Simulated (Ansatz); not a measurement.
## NbTe and the effect of the dispersion correction

The cell as given:

The structure is hexagonal, space group P-6m2 (No. 187). Conventional cell: a = 3.703 Å, b = 3.703 Å, c = 3.694 Å, α = 90.00°, β = 90.00°, γ = 120.00°. Te (site symmetry -6m2) has 6 Nb at 2.83 Å as nearest neighbours. Nb (site symmetry -6m2) is surrounded by 6 Te at 2.83 Å.

The cell comes from a database or a generator and needn't be the stable form of this composition.

Kept alike: task relaxation of cell and atoms; functional PBEsol; k mesh 8 × 8 × 7; occupations fermi-dirac, width 0.05 eV; no spin polarisation. Program: Ansatz, Ansatz PAW, cutoff 420 eV. The mesh is that of the run's cell of 2 atoms. No spin-orbit coupling.

| dispersion correction | volume (Å³/atom) | first edge of the run's cell (Å) | third edge of the run's cell (Å) |
| --- | --- | --- | --- |
| D3(BJ) | 20.155 | 3.568 | 3.655 |
| D3(BJ)-ATM | 20.285 | 3.579 | 3.658 |
| D4 | 20.632 | 3.606 | 3.664 |
| none | 20.961 | 3.630 | 3.674 |

The relaxations keep at least the cell's symmetry (P-6m2). For a metal such a mesh leaves the last digits unconverged. Relaxations stop with a little pressure left, so the last digits of a volume or edge aren't settled. All rows use potentials made for PBE.

Problem. What does the dispersion correction change here?

Solution. The volume runs from 20.155 (D3(BJ)) to 20.961 Å³/atom (none). Against no correction: D3(BJ) -3.8 %; D3(BJ)-ATM -3.2 %; D4 -1.6 %. Dispersion terms mostly attract and so lower the volume; the schemes' coefficients and damping set how far. The first edge of the run's cell runs from 3.568 (D3(BJ)) to 3.630 Å (none). The third edge of the run's cell runs from 3.655 (D3(BJ)) to 3.674 Å (none).

The dispersion terms compress a framework that is already held together by Nb–Te bonds. With six Te around each Nb at 2.83 Å and no van der Waals gap, cohesion comes mainly from covalent Nb 4d–Te 5p mixing and metallic bonding, so dispersion only adjusts the equilibrium volume rather than creating the binding, as it largely does between the layers of NbTe₂. The contraction is anisotropic: in every corrected row the first edge shortens more than the third, which suggests that the lattice is stiffer along the stacking axis, although the directional form of the added attraction could contribute.

The slightly larger cell with D3(BJ)-ATM than with D3(BJ) fits the usually repulsive three-body term in compact solids. Conduction electrons screen charge fluctuations in a metal, so atom-based pairwise terms may overbind here, particularly on top of PBEsol, which already favours compact lattices. Without a measured volume for this phase, the spread shows sensitivity to the correction, not which scheme is most accurate.
